**One vibration of W₃Si₂, held still at five points**

In a metallic crystal of W₃Si₂ the atoms are displaced along one vibration and held there, while the cell keeps its size. The amplitude $x$ is the displacement of the Si atoms that move farthest. The energy change $E$ is counted from the undisturbed cell, and the force along the mode is the negative slope of $E$ with respect to $x$.

The 413 cm⁻¹ mode of W₃Si₂ (P4/mbm, 10-atom cell, a = 6.582, c = 3.275 Å) is frozen in at fixed cell. Ansatz 0.2.0 ran scalar-relativistic PBEsol with plane waves and PAW, no spin polarisation, a 420 eV cutoff, a 6×6×12 k mesh and 0.15 eV Gaussian smearing. Energies are free energies relative to the undisturbed cell; pressure is positive in compression.

```tsv
amplitude (Å of the largest displacement)	energy change (meV a cell)	force along mode (eV/Å)	pressure (GPa)
-0.2	845.6	8.598	2.56
-0.1	208.8	4.193	0.62
0	0.0	0.000	-0.02
0.05	52.0	-2.084	0.14
0.15	472.2	-6.354	1.43
```

### 1. Does the crystal lower its energy by distorting this way?

No. Every displaced row lies above the undisturbed cell, and in each of them the force has the opposite sign to the amplitude, so it drives the atoms back. Up to 0.2 Å, this mode therefore has a single well, without the two side minima of a double well. The answer holds for this one pattern of motion. Another mode could still lower the energy, so the scan does not establish that the whole crystal is stable.

### 2. Why does twice the amplitude cost four times the energy?

Compare the rows at −0.1 and −0.2 Å. The force roughly doubles, from 4.193 to 8.598 eV/Å, as it does in a spring. Energy is force summed over distance, and both have doubled, so the energy rises about fourfold, from 208.8 to 845.6 meV. To a good approximation $E=\tfrac12 kx^2$, with a stiffness $k$ that hardly depends on $x$.

### 3. May rows of opposite sign be compared?

Yes, by symmetry. The two atoms of each Si pair are exchanged by inversion, and in this mode they move together in the same direction. Inversion therefore turns the pattern at $+x$ into the pattern at $-x$, and the two must have the same energy. No amplitude was calculated with both signs, so the table holds no direct test of this rule.

### 4. What acts as the spring, and why does W hardly move?

Each Si pair moves as a rigid unit, so the Si–Si bond is not stretched. One pair moves about three times as far as the other, and in the opposite direction. Each Si atom of the faster pair has two close W neighbours in its own plane and moves towards one of them and away from the other. At 0.2 Å the closing W–Si contact has shrunk from 2.56 to 2.37 Å. A simpler system behaves alike: a bead held between two equal springs. The likeness covers the shape of the energy curve, but not its size, because in the metal many neighbours and the shared electrons contribute.

The W atoms in that plane are pushed hard as well. At 0.05 Å each feels about 0.6 times the force on a fast Si atom, but it is 6.6 times as heavy. Its acceleration, and hence its share of the motion, is $0.6/6.6\approx0.09$ of that of Si. This balance defines a normal mode, so it explains the small motion of W but is no independent test. If W had a smaller mass and the same bonds, it would move more, while the energy of the pattern frozen in here would stay the same.

### 5. Is the spring perfect?

Not quite: the force per ångström of displacement is 3 % larger at 0.2 Å than at 0.05 Å. The next term that symmetry allows gives $E=ax^2+bx^4$, where $a$ and $b$ are constants. Half the restoring force times the amplitude is then $ax^2+2bx^4$, and subtracting $E$ leaves the quartic part $bx^4$. In the row at −0.2 Å this is $859.8-845.6=14.2$ meV, under 2 % of the energy.

The energies alone give nearly the same answer. A perfect spring would need four times 208.8 meV at 0.2 Å, and the calculated energy is 10.4 meV higher. This excess is three quarters of the quartic part, because $16-4=12$ of its 16 units survive the subtraction. The quartic part is thus about 14 meV again, with no constant adjusted to the data.

The bead suggests why the spring stiffens. A typical bond resists closing more and more steeply and resists opening less and less. With one contact on each side, these first departures from a perfect spring cancel, and a weaker stiffening remains. If the neighbours stood much farther apart, each bond would be on the outer part of its curve, where its stiffness is negative, and the bead would settle nearer one side: a double well. This is an argument from general bonding, since the calculation does not divide the energy among contacts.

### 6. Why does the pressure rise, and what would compression do?

The distorted cell pushes outwards because it could lower its energy by expanding, which would soften the spring. The rise in pressure $P$, like the energy, grows about fourfold from 0.1 to 0.2 Å. Their ratio therefore tells how the stiffness depends on the volume $V$.

The usual measure is the Grüneisen parameter $\gamma$, the percentage by which the frequency rises when the volume shrinks by 1 %. The frequency follows $\sqrt{k}$, so $\gamma=-(V/2k)\,dk/dV$. The pressure is $-dE/dV$ with the atoms at fixed fractions of the cell edges, so $x$ itself grows as $V^{1/3}$. Differentiating $\tfrac12kx^2$ gives

$$P=\frac{2E}{V}\left(\gamma-\frac13\right),\qquad \gamma=\frac{PV}{2E}+\frac13 .$$

For the row at −0.2 Å, $P=2.56+0.02=2.58$ GPa, and the ten atoms fill $V=10\times14.19=141.9$ Å³. Since 1 eV/Å³ is about 160 GPa, $PV\approx2.29$ eV. Dividing by $2E=1.69$ eV and adding one third gives $\gamma\approx1.7$.

A volume smaller by 1 % should thus raise the wavenumber of 413 cm⁻¹ by about 7 cm⁻¹. The other displaced rows also give 1.7, which shows that pressure and energy keep in step. The estimate assumes equal compression in all directions and does not let the atoms find new rest positions in the smaller cell. No second volume was calculated to test it.

### 7. Which digits can be trusted?

That depends on the question. The quartic part at 0.2 Å is safe from the electronic smearing: with energies extrapolated to zero smearing, the excess of 10.4 meV becomes 10.7 meV. At 0.05 Å the quartic part should be only about 0.06 meV, less than the last printed digit of the energy, so that row can show the spring but not its stiffening.

As a prediction for a measurement, the stiffness is less certain than four printed digits suggest. Neither the density functional nor the k mesh was varied, and spin–orbit coupling, which can matter for a heavy element such as W, is missing. The PBEsol functional was also combined with PAW datasets made for another functional, PBE, and the effect of this mismatch was not tested. The printed output below gives the quartic part, the smearing shift of the energy and the Grüneisen estimate for every displaced row.

Output of the analysis:

```
energy at 0.2 over energy at 0.1 Å (ratio): 4.05
force at 0.2 over force at 0.1 Å (ratio): 2.051
pressure rise at 0.2 over that at 0.1 Å (ratio): 4.031
parts of the energy and rise in pressure:
   row  half force times amplitude (meV)  quartic part (meV)  pressure rise (GPa)
  -0.2                             859.8                14.2                 2.58
  -0.1                             209.7                0.85                 0.64
   0.0                                 0                   0                    0
  0.05                              52.1                 0.1                 0.16
  0.15                             476.5                4.35                 1.45
quartic share of the energy at 0.2 Å (%): 1.679
energy at 0.2 less four times that at 0.1 Å (meV): 10.4
quartic part at 0.2 Å from energies alone (meV): 13.87
quartic part expected at 0.05 Å (meV): 0.05547
force over amplitude (eV/Å²): -0.2 42.99, -0.1 41.93, 0.05 41.68, 0.15 42.36
rise of force over amplitude from 0.05 to 0.2 Å (%): 3.143
free energy less zero-smearing energy, all rows (meV): -0.2 1.04, -0.1 0.33, 0.0 0, 0.05 0.041, 0.15 0.69
same excess over four times, zero-smearing energies (meV): 10.68
force on a fast Si atom at 0.05 Å (eV/Å): 0.8829
force on an in-plane W atom at 0.05 Å (eV/Å): 0.5339
force on W over force on Si (ratio): 0.6047
mass of W over mass of Si (ratio): 6.571
displacement of W over that of Si (ratio): 0.09213
shortening of the closing W-Si contact at 0.2 Å (Å): 0.193
Grüneisen estimate: -0.2 1.684, -0.1 1.691, 0.05 1.696, 0.15 1.693
rise of wavenumber for 1 % less volume (1/cm): 6.984
```
